**Hyperfine constants of Sc²⁺: valence orbital, core polarisation and correlation by symmetry**

The table holds $A/g$ (MHz) and $B/Q$ (MHz/barn) for s to g states of Sc²⁺ at frozen-core DHF, with RPA core polarisation, and with Brueckner orbitals plus RPA. The program tests hydrogenic $\langle r^{-3}\rangle$ and angular factors, $\nu^{-3}$ and Fermi–Segrè scaling, the independence of the quadrupole core response from $j$, and a contact model for the RPA shift of $A$. At DHF the g states are hydrogenic within 0.4% and the d, f and g doublet ratios follow the angular factors within 0.6%, while 3d breaks the Rydberg scaling. RPA multiplies $B/Q$ by about 12 for g, equally for both $j$, and shields 3d; a pure contact shift does not reproduce the RPA changes of $A/g$. Cancellation is strongest in 4f7/2, where the parts add to 13.5 times the result, followed by 5f7/2 and 3d5/2.

B-spline many-body code 1, no-pair Dirac-Coulomb: Sc²⁺ (Z = 21), one electron outside a frozen [Ne] 3s2 3p6 core, with DHF or Brueckner orbitals (second-order or RPA-screened correlation potential) and static RPA core polarisation. The nucleus is uniformly magnetised, with rms radius 3.5459 fm; g = μ/(I μ_N), and structure radiation and normalisation terms are omitted.

## Script

```python
# Table: Sc2+ hyperfine A/g (MHz) and B/Q (MHz/barn), B-spline many-body code: frozen-core DHF, +RPA, Brueckner+RPA.
# Tested: hydrogenic <r^-3> and angular factors, nu^-3 and Fermi-Segre scaling, j-independence of the
# quadrupole core response, contact (+/-c) model of the RPA shift of A, cancellation.
T = {
    'hyperfine': ['4s1/2', '5s1/2', '6s1/2', '7s1/2', '4p1/2', '5p1/2', '6p1/2', '7p1/2', '4p3/2', '5p3/2', '6p3/2', '7p3/2', '3d3/2', '4d3/2', '5d3/2', '6d3/2', '3d5/2', '4d5/2', '5d5/2', '6d5/2', '4f5/2', '5f5/2', '6f5/2', '7f5/2', '4f7/2', '5f7/2', '6f7/2', '7f7/2', '5g7/2', '6g7/2', '7g7/2', '5g9/2', '6g9/2', '7g9/2'],
    'hyperfine_a_dhf': [2874, 988.0, 457.8, 249.1, 588.7, 227.9, 112.2, 63.42, 113.5, 44.0, 21.68, 12.26, 217.7, 37.63, 16.39, 8.721, 92.74, 16.07, 7.002, 3.726, 1.433, 0.764, 0.4515, 0.2878, 0.7962, 0.4246, 0.2509, 0.1599, 0.2913, 0.1688, 0.1064, 0.1854, 0.1074, 0.06772],  # MHz
    'hyperfine_a_rpa': [3407, 1161, 536.4, 291.4, 706.9, 270.9, 132.9, 74.98, 155.1, 58.5, 28.52, 16.05, 231.0, 41.59, 17.91, 9.463, 30.26, 18.44, 8.641, 4.688, 1.448, 0.7929, 0.4773, 0.3078, -0.02953, -0.1954, -0.1673, -0.1252, 0.2915, 0.1691, 0.1067, 0.1782, 0.1001, 0.06166],  # MHz
    'hyperfine_a_brueckner_rpa': [3741, 1216, 553.9, 299.1, 790.8, 291.4, 140.8, 78.86, 171.9, 62.33, 29.93, 16.72, 256.0, 42.64, 18.18, 9.561, 43.15, 20.16, 9.087, 4.851, 1.6, 0.8914, 0.5376, 0.3468, -0.1276, -0.2771, -0.2203, -0.16, 0.2967, 0.1725, 0.1089, 0.1808, 0.1015, 0.06248],  # MHz
    'hyperfine_b_dhf': [None, None, None, None, None, None, None, None, 211.0, 81.7, 40.3, 22.8, 134.0, 23.2, 10.1, 5.39, 190.0, 33.0, 14.4, 7.65, 1.47, 0.784, 0.463, 0.295, 1.72, 0.915, 0.541, 0.345, 0.377, 0.218, 0.138, 0.411, 0.238, 0.15],  # MHz/barn
    'hyperfine_b_rpa': [None, None, None, None, None, None, None, None, 278.0, 105.0, 51.0, 28.7, 122.0, 35.7, 15.5, 8.16, 174.0, 50.8, 22.0, 11.6, 14.4, 6.94, 3.87, 2.38, 16.8, 8.1, 4.51, 2.78, 4.46, 2.57, 1.61, 4.87, 2.8, 1.76],  # MHz/barn
    'hyperfine_b_brueckner_rpa': [None, None, None, None, None, None, None, None, 309.0, 112.0, 53.8, 30.0, 137.0, 38.0, 16.1, 8.37, 194.0, 53.9, 22.8, 11.9, 15.3, 7.34, 4.07, 2.49, 17.9, 8.57, 4.75, 2.91, 4.54, 2.62, 1.64, 4.95, 2.85, 1.79],  # MHz/barn
}
import numpy as np
from scipy import constants as k
pc = lambda s: k.physical_constants[s][0]
a0, Ry, Z, z, nan = pc('Bohr radius'), pc('Rydberg constant times hc in eV'), 21, 3, float('nan')
CA = k.mu_0/(4*np.pi)*2*pc('Bohr magneton')*pc('nuclear magneton')/(k.h*a0**3)/1e6
CB = k.e**2/(4*np.pi*k.epsilon_0*a0**3)*1e-28/k.h/1e6
cols = ['hyperfine_'+a+b for a in 'ab' for b in ('_dhf', '_rpa', '_brueckner_rpa')]
R = {s: np.array([nan if T[c][i] is None else T[c][i] for c in cols], float) for i, s in enumerate(T['hyperfine'])}
L = 'spdfg'
def pair(nl):
    l = L.index(nl[1])
    return l, R.get(f'{nl}{2*l-1}/2', np.full(6, nan)), R[f'{nl}{2*l+1}/2']
def hyd(n, l, j): return CA*8/3*z**3/n**3 if l == 0 else CA*z**3/(n**3*(l+.5)*j*(j+1))
F = lambda j: 4*j*(j+.5)*(j+1)/(np.sqrt((j+.5)**2-(Z*k.alpha)**2)*(4*((j+.5)**2-(Z*k.alpha)**2)-1))
fl = lambda x: 0.5*10**(np.floor(np.log10(x))-2)/x   # relative rounding of a 3-figure number
print(f'C_A {CA:.2f} MHz, C_B {CB:.2f} MHz/barn per a.u. of <r^-3>; - is j=l-1/2, + is j=l+1/2; BR = Brueckner RPA')
print('nl A+DHF/hyd(z=3) A-/A+DHF | A RPA/DHF -,+ | A BR/RPA -,+ | B RPA/DHF -,+ | B+ BR/RPA')
nls = list(dict.fromkeys(s[:2] for s in R)); dj, gh, dr = [], [], []
for nl in nls:
    l, m, p = pair(nl); h = p[0]/hyd(int(nl[0]), l, l+.5)
    print(f'{nl} {h:7.3f} {m[0]/p[0]:6.3f} | {m[1]/m[0]:6.3f} {p[1]/p[0]:6.3f} | {m[2]/m[1]:6.3f} {p[2]/p[1]:6.3f}'
          f' | {m[4]/m[3]:6.3f} {p[4]/p[3]:6.3f} | {p[5]/p[4]:5.3f}')
    if l >= 2:
        dj.append((abs(m[4]/m[3]*p[3]/p[4]-1), nl, sum(fl(x) for x in (m[3], m[4], p[3], p[4]))))
        dr.append(abs(m[0]/p[0]/((l+1.5)/(l-.5))-1))
    if l == 4: gh.append(h)
print('nonrel. A-/A+: ' + ' '.join(f'{L[l]} {(l+1.5)/(l-.5):.3f}' for l in range(1, 5))
      + f'; p with Casimir factors (Z=21) {5*F(.5)/F(1.5):.3f}; worst d,f,g dev {100*max(dr):.2f}%')
ba = []
for s, v in R.items():
    l, j = L.index(s[1]), int(s[2])/2
    if j > 1: ba.append((abs(v[0]*CB/CA*(2*j-1)/(2*j+2)*j*(j+1)/(l*(l+1))/v[3]-1), s))
print(f'B DHF from A DHF (same <r^-3>): worst {100*max(ba)[0]:.2f}% at {max(ba)[1]}; B rounding up to 0.5%')
w = max(dj); print(f'B RPA/DHF, j- vs j+: worst {100*w[0]:.2f}% at {w[1]}, rounding floor there {100*w[2]:.2f}%')
print('nl RPA shift dA-,dA+ MHz (pure contact: equal, opposite) | eps, c MHz (exact solve) | (BR-RPA)/DHF % -,+')
for nl in ['4p', '5p', '3d', '4d', '4f', '5f', '5g', '6g']:
    l, m, p = pair(nl); dm, dp = m[1]-m[0], p[1]-p[0]; e = (dm+dp)/(m[0]+p[0])
    print(f'{nl} {dm:+9.4g} {dp:+9.4g} | {e:+.3f} {dp-e*p[0]:+9.3g} | {100*(m[2]-m[1])/m[0]:+.1f} {100*(p[2]-p[1])/p[0]:+.1f}')
# further outputs of the same run (correlated energies, eV) and the measured ionisation energy listed with them
E0, Em = 24.9147, 24.7568
ex = {'3d3/2': 0, '4s1/2': 3.31997, '4p1/2': 7.86375, '4d3/2': 14.0873, '5s1/2': 14.4027, '5p1/2': 16.046, '5d3/2': 18.5418}
nu = {s: z*np.sqrt(Ry/(E0-x)) for s, x in ex.items()}
for s in ['4s1/2', '5s1/2']:
    fs = CA*8/3*Z*z**2/nu[s]**3*F(.5)
    print(f'Fermi-Segre {s}: nu {nu[s]:.3f}, F {F(.5):.3f}, A/g {fs:.0f} MHz; /DHF {fs/R[s][0]:.3f}, /RPA {fs/R[s][1]:.3f}, /BR {fs/R[s][2]:.3f}')
for a, b in [('4s1/2', '5s1/2'), ('4p1/2', '5p1/2'), ('3d3/2', '4d3/2'), ('4d3/2', '5d3/2')]:
    print(f'{a}/{b}: nu {nu[a]:.3f},{nu[b]:.3f}; nu^-3 ratio {(nu[b]/nu[a])**3:.3f}; A ratio DHF {R[a][0]/R[b][0]:.3f}, BR {R[a][2]/R[b][2]:.3f}')
for t, ns in [('s1/2', [4, 5, 6, 7]), ('d3/2', [4, 5, 6])]:   # 3d left out: compact nodeless orbital; predicted below
    y = np.array([R[f'{n}{t}'][0] for n in ns]); c = np.polyfit(ns, y**(-1/3), 1)
    x = f'; 3d predicted {np.polyval(c, 3)**-3:.1f} vs {R["3d3/2"][0]:.1f} MHz' if t[0] == 'd' else ''
    print(f'fit A DHF=K/(n-d)^3, {t}: d {-c[1]/c[0]:.2f}, worst {100*max(abs(np.polyval(c, ns)**-3/y-1)):.1f}% (rounding <0.05%){x}')
amp = sorted((((abs(v[0])+abs(v[1]-v[0])+abs(v[2]-v[1]))/abs(v[2]), s) for s, v in R.items()), reverse=True)
print('sum|parts|/|A BR|, largest: ' + ', '.join(f'{s} {a:.1f}' for a, s in amp[:6]))
print(f'3d3/2 removal energy computed-measured {E0-Em:+.3f} eV ({100*(E0/Em-1):+.2f}%)')
assert all(abs(h-1) < 0.01 for h in gh)
assert max(dr) < 0.01 and w[0] < 0.015
assert all(v[0] > 0 > v[1] > v[2] for s, v in R.items() if s[1:] == 'f7/2')
assert R['3d5/2'][1] < R['3d5/2'][0] and R['4d5/2'][1] > R['4d5/2'][0]
```

Running it gives:

```
C_A 95.41 MHz, C_B 234.96 MHz/barn per a.u. of <r^-3>; - is j=l-1/2, + is j=l+1/2; BR = Brueckner RPA
nl A+DHF/hyd(z=3) A-/A+DHF | A RPA/DHF -,+ | A BR/RPA -,+ | B RPA/DHF -,+ | B+ BR/RPA
4s  26.775    nan |    nan  1.185 |    nan  1.098 |    nan    nan |   nan
5s  17.978    nan |    nan  1.175 |    nan  1.047 |    nan    nan |   nan
6s  14.395    nan |    nan  1.172 |    nan  1.033 |    nan    nan |   nan
7s  12.438    nan |    nan  1.170 |    nan  1.026 |    nan    nan |   nan
4p  15.861  5.187 |  1.201  1.367 |  1.119  1.108 |    nan  1.318 | 1.112
5p  12.009  5.180 |  1.189  1.330 |  1.076  1.065 |    nan  1.285 | 1.067
6p  10.225  5.175 |  1.184  1.315 |  1.059  1.049 |    nan  1.266 | 1.055
7p   9.182  5.173 |  1.182  1.309 |  1.052  1.042 |    nan  1.259 | 1.045
3d  21.263  2.347 |  1.061  0.326 |  1.108  1.426 |  0.910  0.916 | 1.115
4d   8.733  2.342 |  1.105  1.147 |  1.025  1.093 |  1.539  1.539 | 1.061
5d   7.432  2.341 |  1.093  1.234 |  1.015  1.052 |  1.535  1.528 | 1.036
6d   6.834  2.341 |  1.085  1.258 |  1.010  1.035 |  1.514  1.516 | 1.026
4f   1.090  1.800 |  1.010 -0.037 |  1.105  4.321 |  9.796  9.767 | 1.065
5f   1.136  1.799 |  1.038 -0.460 |  1.124  1.418 |  8.852  8.852 | 1.058
6f   1.160  1.800 |  1.057 -0.667 |  1.126  1.317 |  8.359  8.336 | 1.053
7f   1.174  1.800 |  1.069 -0.783 |  1.127  1.278 |  8.068  8.058 | 1.047
5g   1.002  1.571 |  1.001  0.961 |  1.018  1.015 | 11.830 11.849 | 1.016
6g   1.003  1.572 |  1.002  0.932 |  1.020  1.014 | 11.789 11.765 | 1.018
7g   1.004  1.571 |  1.003  0.911 |  1.021  1.013 | 11.667 11.733 | 1.017
nonrel. A-/A+: p 5.000 d 2.333 f 1.800 g 1.571; p with Casimir factors (Z=21) 5.175; worst d,f,g dev 0.60%
B DHF from A DHF (same <r^-3>): worst 0.68% at 7p3/2; B rounding up to 0.5%
B RPA/DHF, j- vs j+: worst 0.58% at 3d, rounding floor there 1.33%
nl RPA shift dA-,dA+ MHz (pure contact: equal, opposite) | eps, c MHz (exact solve) | (BR-RPA)/DHF % -,+
4p    +118.2     +41.6 | +0.228     +15.8 | +14.3 +14.8
5p       +43     +14.5 | +0.211      +5.2 | +9.0 +8.7
3d     +13.3    -62.48 | -0.158     -47.8 | +11.5 +13.9
4d     +3.96     +2.37 | +0.118    +0.476 | +2.8 +10.7
4f    +0.015   -0.8257 | -0.364    -0.536 | +10.6 -12.3
5f   +0.0289     -0.62 | -0.497    -0.409 | +12.9 -19.2
5g   +0.0002   -0.0072 | -0.015  -0.00448 | +1.8 +1.4
6g   +0.0003   -0.0073 | -0.025  -0.00458 | +2.0 +1.3
Fermi-Segre 4s1/2: nu 2.381, F 1.045, A/g 3720 MHz; /DHF 1.294, /RPA 1.092, /BR 0.994
Fermi-Segre 5s1/2: nu 3.413, F 1.045, A/g 1264 MHz; /DHF 1.279, /RPA 1.088, /BR 1.039
4s1/2/5s1/2: nu 2.381,3.413; nu^-3 ratio 2.944; A ratio DHF 2.909, BR 3.076
4p1/2/5p1/2: nu 2.680,3.716; nu^-3 ratio 2.666; A ratio DHF 2.583, BR 2.714
3d3/2/4d3/2: nu 2.217,3.363; nu^-3 ratio 3.491; A ratio DHF 5.785, BR 6.004
4d3/2/5d3/2: nu 3.363,4.383; nu^-3 ratio 2.215; A ratio DHF 2.296, BR 2.345
fit A DHF=K/(n-d)^3, s1/2: d 1.61, worst 1.1% (rounding <0.05%)
fit A DHF=K/(n-d)^3, d3/2: d 0.81, worst 0.8% (rounding <0.05%); 3d predicted 115.7 vs 217.7 MHz
sum|parts|/|A BR|, largest: 4f7/2 13.5, 5f7/2 4.1, 3d5/2 3.9, 6f7/2 3.3, 7f7/2 3.0, 7g9/2 1.2
3d3/2 removal energy computed-measured +0.158 eV (+0.64%)
```
